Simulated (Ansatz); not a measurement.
# Loss of CH4: how K changes with temperature for CH6OSi ⇌ SiH2O + CH4

Species: CH6OSi `CO[SiH3]`, singlet; SiH2O (oxosilane) `O=[SiH2]`, singlet; CH4 (methane) `C`, singlet. This is a balance of energies; it says nothing on the path, which may need atoms to shift.

The electronic reaction energy at CCSD(T)/CBS estimate is +83.1 kJ/mol. Shapes: PBE0-D4/def2-TZVP. Programs: Ansatz 0.2.0. Enthalpy and entropy come from rigid-rotor, harmonic-oscillator sums on unscaled PBE0-D4/def2-TZVP wavenumbers, ideal gases at 1 bar. Symmetry numbers: CH6OSi 1, SiH2O 2, CH4 12. R = 8.3145 J/(mol K).

| T (K) | ΔH (kJ/mol) | ΔS (J/(mol K)) |
| --- | --- | --- |
| 700 | +74.4 | +117.8 |
| 1000 | +69.9 | +112.5 |
| 1300 | ? | ? |

Q: Work out ln K at 700 and 1000 K, and from these estimate it at 1300 K.

A: 
1. 700 K: ΔG = +74.4 − 700 × (+117.8)/1000 = -8.1 kJ/mol; ln K = −ΔG/RT = +1.39.
2. 1000 K: ΔG = +69.9 − 1000 × (+112.5)/1000 = -42.6 kJ/mol; ln K = −ΔG/RT = +5.12.
3. Slope against 1000/T: (+5.12 − (+1.39))/(1.0000 − 1.4286) = -8.70, that is −ΔH/R with ΔH near +72 kJ/mol.
4. 1300 K: ln K = +1.39 + (-8.70) × (0.7692 − 1.4286) = +7.13.

The full sums give ΔH = +64.8 kJ/mol, ΔS = +108.1 J/(mol K), ΔG = -75.7 kJ/mol and ln K = +7.00 at 1300 K, so the line is off by +0.13 in ln K; without rounding the miss is +0.14, from the change of ΔH with temperature. The products are favoured at 1 bar above about 630 K, give or take 85 K for 10 kJ/mol in the energy. The number of molecules rises, which sets the sign of ΔS, and lower pressure favours the products. An error of 10 kJ/mol in the energy moves ln K by 0.9 at 1300 K. Soft modes are treated as harmonic, which can err either way at these temperatures; the lowest are those of CH6OSi (98 cm⁻¹). T1 is large for SiH2O (0.022), so single-reference values are less sure there. The CBS estimate extrapolates MP2 from def2-TZVPP and def2-QZVPP and adds CCSD(T) − MP2 in the triple-zeta set, cores frozen.

Loss of methane is uphill in energy and driven by entropy: one molecule becomes two, and the translational and rotational freedom gained outweighs the reaction enthalpy at all three temperatures. The cost stays moderate because the C–O and Si–H bonds given up are partly repaid by a strong C–H bond and by the second Si–O bond of oxosilane. That second bond is strongly polar, with poorer π overlap than in a carbonyl, which helps explain why the exchange remains endothermic.

ΔH and ΔS both fall on heating because low-frequency vibrations of the reactant, already close to their classical heat capacity, turn into translations and rotations that store less heat. The van 't Hoff plot therefore flattens towards high temperature, and the straight line overshoots ln K.

The equilibrium applies to monomeric oxosilane only. Its electrophilic silicon and basic oxygen favour oligomerisation to Si–O–Si linkages, so these values do not predict how much free monomer would persist in a real gas.
